## One atom against two: sharing out the empty states of a titanium slab

Row 8 looks wrong. Its plane holds a single titanium atom, the plane just beneath it holds two, and yet it has the largest share of all. The share is the fraction of the slab's states, within a quarter of an electronvolt above the Fermi level, that sits on that plane. These are the lowest empty states of the metal, the first that an added electron could occupy.

Ansatz 0.2.0, plane-wave PAW density functional theory with PBEsol, no spin polarisation: 14-atom Ti(102) slab, lower half held at bulk positions, upper half relaxed. Cutoff 420 eV, k mesh 20 × 9 × 1, Gaussian smearing 0.1 eV. Shares refer to states from 0 to 0.25 eV above the Fermi level, each counted in full; heights are measured from the top atom.

| row | plane share | plane formula | plane height (Å) |
| --- | --- | --- | --- |
| 1 | 0.143 | Ti | -11.120 |
| 2 | 0.121 | Ti2 | -9.681 |
| 3 | 0.119 | Ti2 | -7.954 |
| 4 | 0.109 | Ti2 | -6.228 |
| 5 | 0.111 | Ti2 | -4.587 |
| 6 | 0.130 | Ti2 | -2.906 |
| 7 | 0.118 | Ti2 | -1.282 |
| 8 | 0.148 | Ti | 0.000 |

The heights are measured in ångström from the topmost atom, so row 8 is the upper face of the slab. Row 1 is the lower face, a second surface, and it shows the same oddity. "Ti2" marks a plane with two atoms. Any estimate of a share must therefore answer one question: how much does an outermost atom count against an inner one?

Two limiting cases enclose the answer. If all 14 atoms counted alike, a one-atom plane would hold 1/14 of the states, or 0.071. If only the two outermost atoms had states in this window, each would hold one half. The computed shares of 0.143 and 0.148 are about twice the first limit and far below the second.

Let an outermost atom count as w atoms and every other atom as one. The slab then counts as 12 + 2w atoms, an outermost plane has the share w/(12 + 2w), and an inner plane has 2/(12 + 2w). With w = 1 and with very large w, this formula returns the two limits. The table itself gives w close to 2.5, which makes the total 17.

**Row 1, worked in full.** The plane has one outermost atom, which counts 2.5. Its share is 2.5/17 = 0.147, and the calculation gives 0.143, so the estimate is 3% too high.

**Row 6, worked in full.** The plane has two inner atoms, which count 2. Its share is 2/17 = 0.118, and the calculation gives 0.130, so the estimate is almost 10% too low. This is the worst row of the table. Both worked rows belong to the data from which the weight was read, so they show how well the rule describes the slab and are no independent test of it.

Over the whole table the rule typically misses by 0.006, about a twentieth of an average share. Giving every plane one eighth, which amounts to w = 2, misses by about twice as much. A mild test is to take the weight from each half of the slab separately: both halves give about 2.5, although the lower one was held at bulk positions and the upper one was relaxed. In this window the excess is therefore present with and without relaxation of the surface. The output printed below lists the estimate for each plane.

Why should an atom at the surface count for more? Start from an isolated atom, whose d level is sharp. Neighbours broaden it into a band, and in the simplest estimate the width of the band grows as the square root of their number. The same number of states in a narrower band means more states per electronvolt. By the coordinates, an outermost atom has 7 near neighbours and an atom deep inside has 12, which gives a weight of √(12/7), or about 1.3.

That has the right direction but is far too small, since an outermost plane would get a share of only 0.087 once the second planes, which have also lost neighbours, are weighted in the same way. The square-root estimate treats the band as a featureless block that merely becomes taller as it narrows. A real d band has peaks and valleys, and a window of a quarter of an electronvolt is narrow enough to feel them.

The same calculation, analysed in other energy windows, shows these features. Going up in energy, the inner atoms pass through a valley: their states per electronvolt and atom fall from 1.7 to 1.1 just below the Fermi level, then recover to 2.1. The outermost atoms have no such valley. They climb straight through this range to a peak of 5.0 between 0.25 and 0.5 eV.

Theory offers a reason for the difference. The peaks and valleys of a d band come from the way in which the bonds of an atom with all its neighbours combine. An atom that has lost 5 of its 12 neighbours keeps less of the bulk pattern, so a valley of the inner atoms can be filled in at the surface. In titanium the Fermi level lies near such a valley. The numbers around the Fermi level agree with this picture, but they don't prove it, and they don't show that a separate surface state exists.

The weight changes with the window. Within half an electronvolt of the Fermi level, on either side, it stays between 2.2 and 2.6. A filled valley can't be the whole reason: between 0.25 and 0.5 eV the inner atoms have left their valley, and the weight is still 2.4, because the outermost atoms have their peak there. Farther out, between 0.5 and 1 eV above or below the Fermi level, the weight is only 1.4 to 1.5. Between 1 and 2 eV below the Fermi level it is 0.9, and the rule with 2.5 would then give the outermost planes about twice their computed share or more.

Even close to the Fermi level the two faces can differ, and a rule with a single weight can't reproduce that. In the window just below the Fermi level, the lower face holds 0.169 and the upper face 0.135, while the rule gives 0.147 for both. The near equality of the two faces in the table thus does not hold in every window, and the slightly larger share of row 8 should not be read as an effect of relaxation.

The weight also belongs to a surface without magnetism, because the calculation left out spin. Many states near the Fermi level are what favours a magnetic moment, and a moment on the outermost atoms would shift their states in energy and change the weight. Nor was the surface given the chance to rearrange into a different pattern of atoms. The energies are Kohn-Sham levels, which only approximate those at which a real electron is added. The figure of 2.5 thus belongs to one clean, ideal face of titanium, and another face may need a different weight. The figure also depends on how the density between two planes, or outside the last one, is credited to the planes. That division may account for part of the excess, though hardly for the change of the weight from window to window.

One question remains open. The atoms in rows 2 and 7 have also lost neighbours, two or three each, yet their planes average 0.120 against 0.117 for the four deeper ones. Those deeper planes differ among themselves by much more, from 0.109 to 0.130. Is a weak tail of the surface excess hidden in this scatter? Just below the Fermi level a tail does show at the lower face, where the plane of row 2 holds clearly more than any of the four deeper ones. For the window of the table, a thicker slab and a finer k mesh would be needed to tell.

The analysis program printed:

```
Shares by plane:
  row  computed  per atom    rule  rule less computed  miss in percent  root rule
    1     0.143     0.143  0.1471            0.004059            2.838     0.0866
    2     0.121    0.0605  0.1176           -0.003353           -2.771     0.1488
    3     0.119    0.0595  0.1176           -0.001353           -1.137     0.1323
    4     0.109    0.0545  0.1176            0.008647            7.933     0.1323
    5     0.111    0.0555  0.1176            0.006647            5.988     0.1323
    6      0.13     0.065  0.1176            -0.01235           -9.502     0.1323
    7     0.118     0.059  0.1176          -0.0003529          -0.2991     0.1488
    8     0.148     0.148  0.1471          -0.0009412          -0.6359     0.0866
Weight of an outermost atom against an inner one, all rows: 2.466
Same weight from rows 1 to 4 only: 2.458
Same weight from rows 5 to 8 only: 2.474
Total count of the slab in the rule: 17
Share of a one-atom plane if all atoms counted alike: 0.07143
Typical (rms) miss of the rule: 0.006145
Largest miss of the rule: 0.01235
Typical (rms) miss of the root rule: 0.03509
Typical (rms) miss if every plane had one eighth: 0.01337
Weight of an outermost atom in the root rule: 1.309
Mean share of the second planes, rows 2 and 7: 0.1195
Mean share of the deep planes, rows 3 to 6: 0.1172
Energy windows (the label only numbers the windows here):
  row  from eV  to eV  bottom plane share  top plane share  states per eV and outermost atom  states per eV and inner atom  weight
    1       -2     -1              0.0581            0.075                             1.184                         1.285  0.9212
    2       -1   -0.5              0.1009           0.0885                             2.332                         1.663   1.402
    3     -0.5  -0.25              0.1476           0.1173                             2.514                         1.163   2.162
    4    -0.25      0              0.1691           0.1351                             2.772                         1.057   2.623
    5        0   0.25              0.1435           0.1479                             3.315                         1.344   2.467
    6     0.25    0.5              0.1513           0.1317                             5.025                         2.122   2.368
    7      0.5      1              0.0974           0.0982                             2.995                         2.053   1.459
    8        1    1.5              0.0954           0.0883                             2.682                         1.986    1.35
```
